## Premises and conventions

I treat a rigid asymmetric top in one vibronic state with no nuclear hyperfine structure. Its Hamiltonian is $H_0/h = A J_a^2 + B J_b^2 + C J_c^2$, with $A>B>C$ in MHz and $J$ in units of $\hbar$. The levels $W(J,\tau)$, with $\tau = K_aK_c$, are degenerate in $M$. A uniform static field $\mathcal E$ along space $Z$ adds

$$V = -\mathcal E\sum_{g=a,b,c}\mu_g\,\Phi_{Zg},$$

where $\mu_g$ are constant dipole components and $\Phi_{Zg}$ is the direction cosine between $Z$ and the principal axis $g$. I assume that every matrix element of $V$ is small against the gap it spans. The result is the second-order formula of Golden and Wilson (1948).

The symmetric-top basis is $|JKM\rangle = [(2J+1)/8\pi^2]^{1/2}D^{J*}_{MK}(\omega)$, with Condon-Shortley phases, and $|J\tau M\rangle=\sum_K c^{J\tau}_K|JKM\rangle$. The $c_K$ are real and do not depend on $M$, because $H_0$ is real in this basis and commutes with the space-fixed ladder operators.

## Step 1: perturbation theory within one M

$V$ is invariant under rotation about $Z$, so it is diagonal in $M$. Within one $M$ block the levels of an asymmetric top are nondegenerate, barring accidents, and nondegenerate theory applies:

$$\Delta W = \langle J\tau M|V|J\tau M\rangle+\sum_{J'\tau'\neq J\tau}\frac{|\langle J'\tau' M|V|J\tau M\rangle|^2}{W(J,\tau)-W(J',\tau')}+\dots$$

## Step 2: no first order, no cross terms

$H_0$ commutes with the twofold rotations $C_2^a, C_2^b, C_2^c$ of the body, which form the group $D_2$. The characters of a level under $C_2^a$ and $C_2^c$ are $(-1)^{K_a}$ and $(-1)^{K_c}$. The species by parity of $K_aK_c$ are therefore $A=ee$, $B_a=eo$, $B_b=oo$, $B_c=oe$. A rotation $C_2^g$ leaves axis $g$ alone and reverses the other two, so $\Phi_{Zg}$ has species $B_g$.

An element $\langle n'|\Phi_{Zg}|n\rangle$ needs $\Gamma'=\Gamma\otimes B_g$. Two things follow. Since $B_g\neq A$, all diagonal elements vanish and there is no linear shift. Since the three products $\Gamma\otimes B_g$ are three different species, a given partner is reached by one $g$ at most, and $|\langle n'|V|n\rangle|^2=\mathcal E^2\sum_g\mu_g^2|\langle n'|\Phi_{Zg}|n\rangle|^2$ with no $\mu_g\mu_{g'}$ terms.

## Step 3: factoring out M

Spherical components are $T_0=T_z$ and $T_{\pm1}=\mp(T_x\pm iT_y)/\sqrt2$. Let $u^{(g)}_q$ be the body components of the unit vector along $g$. Its space components are $\Phi_{pg}=\sum_q D^{1*}_{pq}u^{(g)}_q$, and $\Phi_{Zg}=\Phi_{0g}$. The Clebsch-Gordan series for $D^{1*}_{pq}D^{J*}_{MK}$ and the orthogonality integral $\int |D^{J'}_{M'K'}|^2d\omega = 8\pi^2/(2J'+1)$ give

$$\langle J'K'M'|D^{1*}_{pq}|JKM\rangle=\sqrt{\frac{2J+1}{2J'+1}}\;\langle JM\,1p|J'M'\rangle\,\langle JK\,1q|J'K'\rangle .$$

Summing with the eigenvector coefficients,

$$\langle J'\tau'M'|\Phi_{pg}|J\tau M\rangle=\sqrt{\frac{2J+1}{2J'+1}}\;\langle JM\,1p|J'M'\rangle\,R_g,\qquad R_g=\sum_{K,q}c^{J'\tau'}_{K+q}\,c^{J\tau}_K\,u^{(g)}_q\langle JK\,1q|J'\,K{+}q\rangle .$$

$R_g$ contains no $M$, and only $J'=J,J\pm1$ occur.

I define the line strength as the dimensionless sum over both $M$ values and all three space axes,

$$S_g(J\tau,J'\tau')=\sum_{F=X,Y,Z}\sum_{M,M'}|\langle J'\tau'M'|\Phi_{Fg}|J\tau M\rangle|^2 .$$

The change from $F$ to $p$ is unitary. For each $M'$ the squared coefficients $\langle JM1p|J'M'\rangle^2$ sum to one over $M,p$, so the total is $2J'+1$ and $S_g=(2J+1)|R_g|^2$. Eliminating $R_g$,

$$|\langle J'\tau'M|\Phi_{Zg}|J\tau M\rangle|^2=S_g\,\frac{\langle JM\,10|J'M\rangle^2}{2J'+1}.$$

The normalisation matters: a strength summed over one space axis only is three times smaller. Closure with $\sum_F\Phi_{Fg}^2=1$ gives the sum rule $\sum_{J'\tau'}S_g=2J+1$ for each $g$, which I use below as a check.

## Step 4: the three Clebsch-Gordan squares

The square $\langle JM10|J'M\rangle^2$ is the weight $p_{J'}$ of total angular momentum $J'$ in the product state $\psi=|JM\rangle|10\rangle$. Take $X=\mathbf J\cdot\mathbf L$ with $L=1$. From $X=\tfrac12[J'(J'+1)-J(J+1)-2]$ its eigenvalues are $J$, $-1$, $-(J+1)$ for $J'=J+1$, $J$, $J-1$. Write $X=J_ZL_Z+\tfrac12(J_+L_-+J_-L_+)$. On $\psi$ the first term vanishes and the others give states orthogonal to $\psi$ and to each other, so $\langle X\rangle=0$. With $\|L_\pm|10\rangle\|^2=2$,

$$\langle X^2\rangle=\tfrac14\cdot2\,[J(J+1)-M(M+1)]+\tfrac14\cdot2\,[J(J+1)-M(M-1)]=J(J+1)-M^2 .$$

Each projector is the product of the two other factors, normalised at its own eigenvalue:

$$p_{J+1}=\frac{\langle(X+1)(X+J+1)\rangle}{(J+1)(2J+1)}=\frac{(J+1)^2-M^2}{(J+1)(2J+1)},$$

$$p_J=\frac{\langle(X-J)(X+J+1)\rangle}{-J(J+1)}=\frac{M^2}{J(J+1)},\qquad p_{J-1}=\frac{\langle(X-J)(X+1)\rangle}{J(2J+1)}=\frac{J^2-M^2}{J(2J+1)} .$$

## Step 5: the result

Dividing each $p_{J'}$ by $2J'+1$ and inserting in Step 1,

$$\Delta W=\mathcal E^2\sum_g\mu_g^2\Bigg[\frac{J^2-M^2}{J(4J^2-1)}\Sigma_g^{-}+\frac{M^2}{J(J+1)(2J+1)}\Sigma_g^{0}+\frac{(J+1)^2-M^2}{(J+1)(2J+1)(2J+3)}\Sigma_g^{+}\Bigg],$$

$$\Sigma_g^{-,0,+}=\sum_{\tau'}\frac{S_g(J\tau,J'\tau')}{W(J,\tau)-W(J',\tau')}\quad\text{for }J'=J-1,\;J,\;J+1 .$$

For $J=0$ only the last term exists. Collecting powers of $M$,

$$\Delta W=\sum_g\mu_g^2\mathcal E^2\,(\mathsf A_g+\mathsf B_gM^2),$$

$$\mathsf A_g=\frac{J\,\Sigma_g^-}{4J^2-1}+\frac{(J+1)\,\Sigma_g^+}{(2J+1)(2J+3)},$$

$$\mathsf B_g=-\frac{\Sigma_g^-}{J(4J^2-1)}+\frac{\Sigma_g^0}{J(J+1)(2J+1)}-\frac{\Sigma_g^+}{(J+1)(2J+1)(2J+3)} .$$

The coefficients depend only on $J$, $\tau$ and the rotational constants. In frequency units I write $\Delta\nu=\sum_g x_g^2(\mathsf A_g+\mathsf B_gM^2)$ with $x_g=\mu_g\mathcal E/h$ in MHz and $\mathsf A_g,\mathsf B_g$ in MHz$^{-1}$, where $1\ \text{D}\times1\ \text{V/cm}$ corresponds to $0.50341$ MHz.

## From lobes to dipole components

With the microwave field parallel to $\mathcal E$ the rule is $\Delta M=0$, and a line splits into lobes labelled by $|M|$. Plotted against $\mathcal E^2$, each lobe is a straight line with slope proportional to $\sum_g\mu_g^2(\Delta\mathsf A_g+\Delta\mathsf B_gM^2)$, where $\Delta$ means upper minus lower level. This is linear in $\mu_a^2,\mu_b^2,\mu_c^2$. One transition supplies only two independent numbers however many lobes it has, namely $\sum_g\mu_g^2\Delta\mathsf A_g$ and $\sum_g\mu_g^2\Delta\mathsf B_g$. Three unknown components therefore need $\Delta M=0$ lobes from at least two transitions, with linearly independent coefficient rows. The signs of the $\mu_g$ are not obtained.

## SO₂ at low J

Inputs for $^{32}$S$^{16}$O$_2$: approximate constants $A=60778.6$, $B=10318.1$, $C=8799.7$ MHz, and $\mu_b=1.63$ D. The $b$ axis is the $C_2$ axis, so $\mu_a=\mu_c=0$. Both nuclides have spin zero, so there is no hyperfine structure. $C_2^b$ exchanges two bosons, and in the totally symmetric vibronic ground state only rotational levels even under $C_2^b$ exist. These are $ee$ and $oo$, and $\Phi_{Zb}$ connects one set with the other.

I quantise along the dipole: $z=b$, $x=c$, $y=a$. Here $K$ is the projection on $b$, the allowed levels have even $K$, and $\Phi_{Zb}=\cos\theta$ is diagonal in $K$. With $J_x^2-J_y^2=\tfrac12(J_+^2+J_-^2)$,

$$\langle K|H_0|K\rangle/h=BK^2+\tfrac12(A+C)[J(J+1)-K^2],$$

$$\langle K{+}2|H_0|K\rangle/h=\tfrac14(C-A)\sqrt{[J(J+1)-K(K+1)][J(J+1)-(K+1)(K+2)]} .$$

Use $|2^\pm\rangle=(|2\rangle\pm|{-2}\rangle)/\sqrt2$. Only $|2^+\rangle$ couples to $|0\rangle$, with an extra factor $\sqrt2$. A twofold rotation about a perpendicular axis sends $|J,K\rangle$ to $(-1)^J|J,-K\rangle$ for even $K$. Hence $|0\rangle$ and $|2^+\rangle$ are $ee$ for even $J$ and $oo$ for odd $J$, and $|2^-\rangle$ is the reverse. Energy order fixes the labels.

For $J=1$, $|0\rangle$ is $1_{11}$ at $A+C$. For $J=2$, $|2^-\rangle$ is $2_{11}$ at $A+4B+C$. The blocks in $\{|0\rangle,|2^+\rangle\}$ are

$$J=2:\ \begin{pmatrix}3(A+C)&-\sqrt3(A-C)\\-\sqrt3(A-C)&A+4B+C\end{pmatrix},\qquad J=3:\ \begin{pmatrix}6(A+C)&-\sqrt{15}(A-C)\\-\sqrt{15}(A-C)&4(A+B+C)\end{pmatrix}.$$

Both have half-difference of diagonals $d=A+C-2B=48942.1$ MHz. The half-splittings are $r_2=\sqrt{d^2+3(A-C)^2}=102473.2$ MHz and $r_3=\sqrt{d^2+15(A-C)^2}=207177.3$ MHz. The lower eigenvector of each block has components $\sqrt{(1-d/r)/2}$ and $\sqrt{(1+d/r)/2}$, of equal sign because the off-diagonal element is negative. This gives $(c_0,c_2)=(0.5111,\,0.8595)$ for $2_{02}$ and $(d_0,d_2)=(0.6180,\,0.7862)$ for $3_{13}$. The upper states are $(c_2,-c_0)$ for $2_{20}$ and $(d_2,-d_0)$ for $3_{31}$. The rigid-rotor terms in MHz are

| level | $0_{00}$ | $2_{02}$ | $1_{11}$ | $2_{11}$ | $3_{13}$ | $2_{20}$ | $3_{31}$ |
|---|---|---|---|---|---|---|---|
| $W/h$ | 0 | 57319.6 | 69578.3 | 110850.7 | 161350.4 | 262266.0 | 575705.0 |

The line strengths use Step 4 again with $K$ in place of $M$. For $J\to J+1$ the coefficient $\langle JK10|J{+}1\,K\rangle$ is positive for all $K$, so $\sqrt{S}=|\sum_Kc'_Kc_K\sqrt{[(J+1)^2-K^2]/(J+1)}|$. For $J\to J$ it is $K/\sqrt{J(J+1)}$, odd in $K$, and it links $|2^+\rangle$ to $|2^-\rangle$ through $\langle2^-|K|2^+\rangle=2$. Thus

$$S(0_{00},1_{11})=1,\quad S(1_{11},2_{02})=2c_0^2,\quad S(1_{11},2_{20})=2c_2^2,\quad S(2_{02},2_{11})=\tfrac{10}{3}c_2^2,$$

$$S(2_{02},3_{13})=\Big(\sqrt3\,c_0d_0+\sqrt{\tfrac53}\,c_2d_2\Big)^2,\qquad S(2_{02},3_{31})=\Big(\sqrt3\,c_0d_2-\sqrt{\tfrac53}\,c_2d_0\Big)^2 .$$

The sum rule holds identically: $1+2=3$ for $1_{11}$, and $(2+3)c_0^2+(\tfrac{10}3+\tfrac53)c_2^2=5$ for $2_{02}$. The level $1_{11}$ has no $\Delta J=0$ partner, since no $ee$ level exists at $J=1$.

In the next table the term is $S/[N\,(W-W')/h]$, with $N$ the integer denominator of the $M$ factor. I carry unrounded values between steps. The last digits of these intermediates belong to the rigid model only.

| level | partner | $S_b$ | $(W-W')/h$, MHz | $M$ factor | term, $10^{-6}$ MHz$^{-1}$ |
|---|---|---|---|---|---|
| $0_{00}$ | $1_{11}$ | 1 | $-69578.3$ | $1/3$ | $-4.7908$ |
| $1_{11}$ | $0_{00}$ | 1 | $69578.3$ | $(1-M^2)/3$ | $4.7908$ |
| $1_{11}$ | $2_{02}$ | 0.5224 | $12258.7$ | $(4-M^2)/30$ | $1.4205$ |
| $1_{11}$ | $2_{20}$ | 1.4776 | $-192687.7$ | $(4-M^2)/30$ | $-0.2556$ |
| $2_{02}$ | $1_{11}$ | 0.5224 | $-12258.7$ | $(4-M^2)/30$ | $-1.4205$ |
| $2_{02}$ | $2_{11}$ | 2.4627 | $-53531.1$ | $M^2/30$ | $-1.5335$ |
| $2_{02}$ | $3_{13}$ | 2.0148 | $-104030.8$ | $(9-M^2)/105$ | $-0.1845$ |
| $2_{02}$ | $3_{31}$ | 0.0001 | $-518385.3$ | $(9-M^2)/105$ | $-0.000002$ |

At $\mathcal E=1$ kV/cm, $x_b=820.6$ MHz and $x_b^2=6.733\times10^5$ MHz$^2$. The coefficients, in $10^{-6}$ MHz$^{-1}$, and the shifts, in MHz, are

| level | $\mathsf A_b$ | $\mathsf B_b$ | $M=0$ | $\lvert M\rvert=1$ | $\lvert M\rvert=2$ |
|---|---|---|---|---|---|
| $0_{00}$ | $-4.791$ | | $-3.23$ | | |
| $1_{11}$ | $9.450$ | $-5.956$ | $6.36$ | $2.35$ | |
| $2_{02}$ | $-7.342$ | $0.071$ | $-4.94$ | $-4.90$ | $-4.75$ |

The small $\mathsf B_b$ of $2_{02}$ is a cancellation between the $1_{11}$, $2_{11}$ and $3_{13}$ terms.

The line $1_{11}\leftarrow2_{02}$ near 12.26 GHz has $\Delta\mathsf A_b=16.79$ and $\Delta\mathsf B_b=-6.03$ in the same unit. Its two $\Delta M=0$ lobes move up by $11.3$ MHz ($M=0$) and $7.25$ MHz ($|M|=1$) at 1 kV/cm. Their ratio $0.641$ is independent of $\mu_b$ and $\mathcal E$, so it tests the assignment. Per unit $\mu_b^2\mathcal E^2$ the slopes are $4.26$ and $2.73$ MHz D$^{-2}$ (kV/cm)$^{-2}$, and either gives $\mu_b^2$ once the field is calibrated. The line $1_{11}\leftarrow0_{00}$ has the single lobe $M=0$, shifted by $9.59$ MHz. I keep three figures because the rounding of $\mu_b$, $\pm0.005$ D, is already $0.6\%$ in $\mu_b^2$.

## Range of validity

**Higher orders.** With a single dipole component each factor of $V$ multiplies the species by $B_b$, so a product returning to the initial state has an even number of factors and the next term is of order $\mathcal E^4$. The tightest pair here is $1_{11}/2_{02}$ at $M=0$. At 1 kV/cm its coupling is $|V|/h=x_b\sqrt{4S/30}=217$ MHz, a fraction $0.0177$ of the gap. The full fourth-order contribution, $\sum V_{nk}V_{kl}V_{lm}V_{mn}/(W_{nk}W_{nl}W_{nm})-\Delta W^{(2)}_n\sum|V_{nk}|^2/W_{nk}^2$ with $W_{nk}=W_n-W_k$ and $k,l,m\neq n$, needs levels up to $J=4$. It lowers the $M=0$ lobe by $0.005$ MHz, or $5\times10^{-4}$ of its shift. This fraction grows as $\mathcal E^2$ and reaches $1\%$ near 5 kV/cm.

**Near degeneracy.** If a partner lies within a few $|V|$, that pair must be taken out of the sum and diagonalised, giving $\bar W\pm\sqrt{\delta^2/4+|V|^2}$ for mean energy $\bar W$ and gap $\delta$. The shift turns linear in $\mathcal E$ when $|V|\gg\delta$. The common case is an asymmetry doublet of a near-symmetric top joined by the dipole component along the near-symmetry axis. In SO₂ this does not arise, since $\mu_a=0$ and one member of each such doublet is absent. Accidental $b$-type coincidences at higher $J$ still have to be looked for.

**Polarisability.** The term $-\tfrac12\sum_g\alpha_{gg}\Phi_{Zg}^2\mathcal E^2$ also scales as $\mathcal E^2$ and cannot be separated by varying the field. Its isotropic part cancels in a transition. For a typical anisotropy of order 2 Å$^3$ in polarisability volume, the scale $\tfrac12(4\pi\epsilon_0\Delta\alpha')\mathcal E^2/h$ is $1.7$ kHz at 1 kV/cm. That is negligible for the lobes above. It is a few per cent of $x_b^2\mathsf B_b=0.048$ MHz for $2_{02}$, so the second figure of that coefficient does not carry over safely to the real molecule.

**Nonrigidity.** With an approximate quartic constant $\Delta_K\approx2.6$ MHz, the level $1_{11}$ moves by about that amount. This is $2\times10^{-4}$ of the smallest gap and touches the fourth figure of the coefficients. At higher $J$ and $K_a$ the gaps and eigenvectors should come from a Hamiltonian with distortion, and the dipole acquires a weak dependence on rotation. The $\mu_g$ obtained are averages over the vibrational state observed.

**Hyperfine structure and geometry.** With a quadrupolar nucleus $M$ stands for $M_J$ only when the differences between Stark shifts exceed the hyperfine splittings. The field must be uniform over the sample. If the microwave field is not parallel to $\mathcal E$, lobes with $\Delta M=\pm1$ appear, and the level formula then applies with a different $M$ in each state.